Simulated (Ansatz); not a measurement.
## Ligand exchange: SiH2(CH3)F + C2H7NSn → SiH2(CH3)(NH2) + C2H5FSn

Gas-phase species: SiH2(CH3)F, singlet; C2H7NSn `C[CH2][Sn][NH2]`, singlet; SiH2(CH3)(NH2), singlet; C2H5FSn `C[CH2][Sn][F]`, singlet. The partners trade F for NH2: Si–F and Sn–NH2 bonds give way to Si–NH2 and Sn–F.

Shapes, held fixed at every level: PBE0-D4/def2-TZVP. Flexible molecules stand in one conformer, not always the lowest. Programs: Ansatz 0.2.0. The zero-point and thermal change to 298 K, harmonic and unscaled (PBE0-D4/def2-TZVP), is -1.3 kJ/mol.

Question: Estimate ΔH(298 K) of this reaction.

Answer: The highest level, CCSD(T)/def2-TZVPP, gives ΔH(298 K) = +38.8 kJ/mol; the levels span +27.2 to +38.8. The column of differences is taken from that level and isn't an error. No measured value is set beside it here. For atoms past krypton def2 sets carry core potentials with scalar relativity. Outer-core shells of Sn are correlated, in sets that cover them unevenly. CCSD(T)/def2-TZVPP lies outside the range of the other correlated levels here, so it shouldn't be taken on trust.

| level | kind | ΔH(298 K) (kJ/mol) | less CCSD(T)/def2-TZVPP |
| --- | --- | --- | --- |
| HF/def2-TZVPP | Hartree–Fock | +29.8 | -9.0 |
| BHLYP-D4/def2-TZVPP | global hybrid | +29.6 | -9.2 |
| r2SCAN0-D4/def2-TZVPP | global hybrid | +30.6 | -8.2 |
| wB97M-V/def2-TZVPP | range-separated hybrid | +27.2 | -11.6 |
| B2PLYP/def2-TZVPP | double hybrid | +31.7 | -7.1 |
| CCSD/def2-SVP | coupled cluster or CI | +28.8 | -10.0 |
| CCSD(T)/def2-TZVPP | coupled cluster or CI | +38.8 | 0.0 |

The exchange is endothermic at every level, so fluorine stays on silicon and the amide on tin as far as enthalpy decides. Both ligands generally bind more strongly to silicon than to tin, and the sign reflects the larger loss for fluoride. The Si–F bond is short and very polar, with a strong electrostatic part, while the larger, more diffuse valence shell of tin gives a longer and weaker bond to fluorine. Nitrogen is less electronegative and gains less from the move to silicon. The amide is also the better π donor, and its lone pair can reach the empty 5p orbital of the divalent tin centre, which probably stabilises the reactant stannylene further. Hartree–Fock falls within the span of the density functionals, which suggests that much of the correlation energy cancels when the number of bonds of each broad type is kept. The preference applies to separate molecules and needn't carry over to condensed phases, where tin(II) fluorides and amides often associate through bridging ligands.
